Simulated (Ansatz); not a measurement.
## A series in temperature on SiO₂

Results calculated with Ansatz 0.2.0, not measured. Harmonic vibrational free energy, entropy and heat capacity at constant volume, per atom, from the force constants of a q mesh, imaginary modes left out; plane waves with PAW datasets, Gamma-centred k mesh.

Structure of every row (space group P4_2/mnm, No. 136):
```
SiO2
1.0
      4.2362     0.0000     0.0000
      0.0000     4.2362     0.0000
      0.0000     0.0000     2.6904
Si O
2 4
Direct
  0.00000 0.00000 0.50000
  0.50000 0.50000 0.00000
  0.30698 0.30698 0.50000
  0.19302 0.80698 0.00000
  0.69302 0.69302 0.50000
  0.80698 0.19302 0.00000
```

Settings of every row: functional PBE; dispersion none; spin none; wave cutoff 420 eV; k mesh 6x6x8; occupations fixed; smearing width 0 eV; pressure 0 GPa; phonon method linear response; q mesh 2x2x4.

Limits: coarse q mesh; phonon interpolation lacks quadrupole term.

| row | temperature (K) | phonon entropy (kB/atom) | phonon heat capacity (kB/atom) | phonon free energy (meV/atom) |
| --- | --- | --- | --- | --- |
| 1 | 200 | 0.506 | 1.077 | 100.8 |
| 2 | 300 | 1.077 | 1.739 | 94 |
| 3 | 400 | 1.638 | 2.151 | 82.3 |
| 4 | 500 | 2.148 | 2.403 | 65.9 |
| 5 | 600 | 2.601 | 2.562 | 45.4 |
| 6 | 700 | 3.004 | 2.667 | 21.2 |
| 7 | 800 | ? | ? | ? |
| 8 | 900 | 3.691 | 2.791 | -36.7 |
| 9 | 1000 | 3.987 | 2.828 | -69.8 |

Question: what phonon entropy and phonon heat capacity should row 7 give?

Worked fit of phonon entropy. Entropy rises as the heat capacity times the change of ln T, so take t = ln(T / 300 K). The shown rows have t = -0.4055, 0, 0.2877, 0.5108, 0.6931, 0.8473, 1.0986, 1.204. Least squares give phonon entropy = 1.1063 + 1.74695 × t + 0.55046 × t² kB/atom; a straight line predicts inner rows, each left out in turn, worse (root mean square 0.13 against 0.025 kB/atom). The rows lie off it by 0.018, -0.029, -0.016, 0.006, 0.019, 0.022, 0.001, -0.021 (root mean square 0.019 kB/atom), a smooth pattern that one more power would take up: the form is only approximate. The slope at t = 0, 1.75 kB/atom, estimates the heat capacity at 300 K. The withheld row has t = 0.9808, so the fit gives 1.1063 + 1.74695 × (0.9808) + 0.55046 × (0.9808)² = 3.349 kB/atom.

The calculation gave 3.366 kB/atom. The fit lies 0.017 kB/atom (0.49 % of the column's range) below it; its largest miss of a shown row is 0.029 kB/atom.

Worked fit of phonon heat capacity. At high temperature a harmonic heat capacity falls short of its limit by a term in 1/T², so take t = (100 K / T)². The shown rows have t = 0.25, 0.11111, 0.0625, 0.04, 0.02778, 0.02041, 0.01235, 0.01. Least squares give phonon heat capacity = 2.9454 − 14.0327 × t + 26.295 × t² kB/atom; a straight line predicts inner rows, each left out in turn, worse (root mean square 0.15 against 0.037 kB/atom). The rows lie off it by -0.004, 0.028, -0.020, -0.023, -0.014, -0.003, 0.015, 0.020 (root mean square 0.018 kB/atom), a smooth pattern that one more power would take up: the form is only approximate. The constant, 2.9454 kB/atom, is to be held against the harmonic limit of 3 k_B an atom. The withheld row has t = 0.01562, so the fit gives 2.9454 − 14.0327 × (0.01562) + 26.295 × (0.01562)² = 2.733 kB/atom.

The calculation gave 2.739 kB/atom. The fit lies 0.006 kB/atom (0.34 % of the column's range) below it; its largest miss of a shown row is 0.028 kB/atom.

The other values of row 7: phonon free energy -6.3 meV/atom.
